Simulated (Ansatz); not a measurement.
# BP: the change of energy less reference with wave cutoff

One setting of a density functional single point varied, free energy counted from the run at the reference value, pressure positive in compression; periodic cell, basis, potentials, k mesh and filling as listed. The results are calculated, by Ansatz 0.2.0.

Structure of every row (space group F-43m, No. 216):
```
BP
1.0
      3.2089     0.0000     0.0000
      1.6044     2.7789     0.0000
      1.6044     0.9263     2.6200
B P
1 1
Direct
  0.00000 0.00000 0.00000
  0.25000 0.25000 0.25000
```

Settings of every row: functional PBE; dispersion none; potentials PAW; k mesh 8x8x8; k shift 0x0x0; occupations fixed; smearing width 0 eV; spin none; varied setting wave cutoff; reference wave cutoff 600 eV.

Limits of some rows: cutoff under the advised one (row 1, 2).

| row | wave cutoff (eV) | energy less reference (meV/atom) |
| --- | --- | --- |
| 1 | 300 | 44.49 |
| 2 | 375 | 4.76 |
| 3 | 450 | ? |
| 4 | 525 | 0.08 |
| 5 | 600 | 0 |

Question: what energy less reference should row 3 give?

Worked fit of energy less reference. Measure energy less reference from the row at the highest cutoff, 0.00 meV/atom, and take the logarithm of what remains: 300 → 3.80, 375 → 1.56, 525 → -2.53. A straight line through these is ln|rest| = 12.132 − 0.02797 × cutoff, so the rest falls by a factor of e every 35.8 eV; from 3 rows that is a rough guide, not a law, and the row at the highest cutoff isn't the limit itself. At 450 eV the line gives ln|rest| = -0.454, a rest of 0.63 meV/atom, and so 0.00 + 0.63 = 0.63 meV/atom.

The calculation gave 0.4 meV/atom. The fit lies 0.23 meV/atom (57 % of the value, 0.52 % of the column's range) above it; its largest miss of a shown row is 2.35 meV/atom.
